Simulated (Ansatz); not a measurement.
W: energy along a strain

W, Im-3m, a = 3.195 Å (as given, not relaxed at this level: -11.5 GPa). Ansatz: PBEsol, PAW, 420 eV, Γ-centred 20×20×20 mesh on 1 atom, Gaussian smearing 0.15 eV; no spin polarisation. Cell vectors (Å): -1.597 1.597 1.597; 1.597 -1.597 1.597; 1.597 1.597 -1.597. The cell is strained by x per cent times the pattern (1 -1 0 0 0 0) in the order xx yy zz yz xz xy (engineering shears), with fractional coordinates held. y is the free energy over the start, V0 = 16.301 Å³/atom. Symmetry makes y even in x. Points with a strain past 8.5 % were computed too (2) and aren't used here.

| x (%) | y (meV/atom) |
| --- | --- |
| -5.00 | 75.83 |
| 0.00 | 0.00 |
| 1.25 | 5.07 |
| 2.50 | ? |
| 3.75 | 43.91 |
| 6.25 | 114.90 |
| 7.50 | 160.55 |

Question: Fit y = c2 x² + c4 x⁴ to the other rows, get the stiffness along the pattern, and predict the missing energy.

Answer: Least squares on the rows shown. y = 3.1770 x² − 0.0057871 x⁴. The clamped-ion stiffness p·C·p = 2 × 31.77 eV × 160.2 / 16.301 Å³ = 624 GPa (second derivative at the start, which stands under stress). At x = 2.50 the fit asked for gives 19.63 meV/atom. The run gave 19.98 meV/atom, so the fit is 0.35 meV/atom too low, within twice the rms miss on the fitted rows (0.25 meV/atom).

Spin–orbit coupling is left out, which can shift energies with elements as heavy as these.

The energy rises steeply but less than quadratically: y/x² falls steadily from the smallest strain to the largest, so the lattice softens as it is sheared. The stiffness of 624 GPa equals four times the tetragonal shear modulus C′, which is large in tungsten because its roughly half-filled d band occupies mainly bonding states, with the Fermi level in the pseudogap that favours bcc. Shear disturbs this arrangement, and the negative quartic term probably reflects its gradual loss.

The pattern conserves volume only to first order. At second order the cell shrinks, which releases energy in a lattice under tension, so the fitted curvature lies somewhat below that of a strictly isochoric shear. Holding the fractional coordinates costs nothing here, since a one-atom cell has no internal displacement to relax. The fit runs below the computed energies at the smallest strains, the withheld point included, which suggests that the true initial curvature is slightly higher and that the quartic coefficient partly absorbs higher-order terms. One shear path cannot establish tungsten's well-known near-isotropy, which also requires C44.
